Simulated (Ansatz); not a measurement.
## Ru: pressure as volume per atom varies

Periodic Kohn-Sham DFT of a crystal at fixed atoms; pressure and stress are positive in compression; the energy is the free energy less that of spherical unpolarised free atoms; site moments are those in the method's own spheres, positive along +z. The results are calculated, by Ansatz 0.2.0.

Cell of the first row (space group P6_3/mmc, No. 194):
```
Ru
1.0
      2.6506     0.0000     0.0000
     -1.3253     2.2955     0.0000
      0.0000     0.0000     4.1945
Ru
2
Direct
  0.33333 0.66667 0.25000
  0.66667 0.33333 0.75000
```

Settings of every row: method frozen-core PAW; functional PBEsol; relativity scalar; k mesh 14x14x8; filling fermi-dirac; smearing width 0.03 eV; wave cutoff 420 eV; paw set soft_2.

Atom start moment: 0 on all atoms.

Limits: PAW files made with PBE.

```csv
row,volume per atom (Å³),pressure (GPa)
1,12.76,16.579
2,12.767,16.353
3,13.167,4.156
4,13.303,0.481
5,13.575,-6.251
6,13.71,-9.328
7,13.982,?
8,14.118,-17.527
```

Question: what pressure should row 7 give?

Worked fit of pressure. Take u = (V_r/V)^(2/3) − 1 with V_r = 13.303 Å³ an atom, which is twice the finite (Eulerian) strain; such expansions in the strain, on which the Birch-Murnaghan equation of state is built, carry the rest volume and the bulk modulus. The shown rows have u = 0.02817, 0.0278, 0.00687, 0, -0.0134, -0.01989, -0.03887. Least squares give pressure = 0.4872 + 525.802 × u + 1609.09 × u² GPa; a straight line predicts inner rows, each left out in turn, worse (root mean square 0.85 against 0.018 GPa). The rows lie off it by 0.003, 0.005, -0.019, -0.006, 0.019, 0.006, -0.007 (root mean square 0.011 GPa). The pressure vanishes at u = -0.0009, or V = 13.32 Å³ an atom, and there the bulk modulus at fixed shape and fractions is B = −V dP/dV = (2/3)(1 + u) dP/du = 348 GPa. Letting shape and atoms relax would as a rule lower it, by much in layered, chain or molecular crystals. The withheld row has u = -0.03264, so the fit gives 0.4872 + 525.802 × (-0.03264) + 1609.09 × (-0.03264)² = -14.961 GPa.

The calculation gave -14.957 GPa. The fit lies 0.004 GPa (0.012 % of the column's range) below it; its largest miss of a shown row is 0.019 GPa.
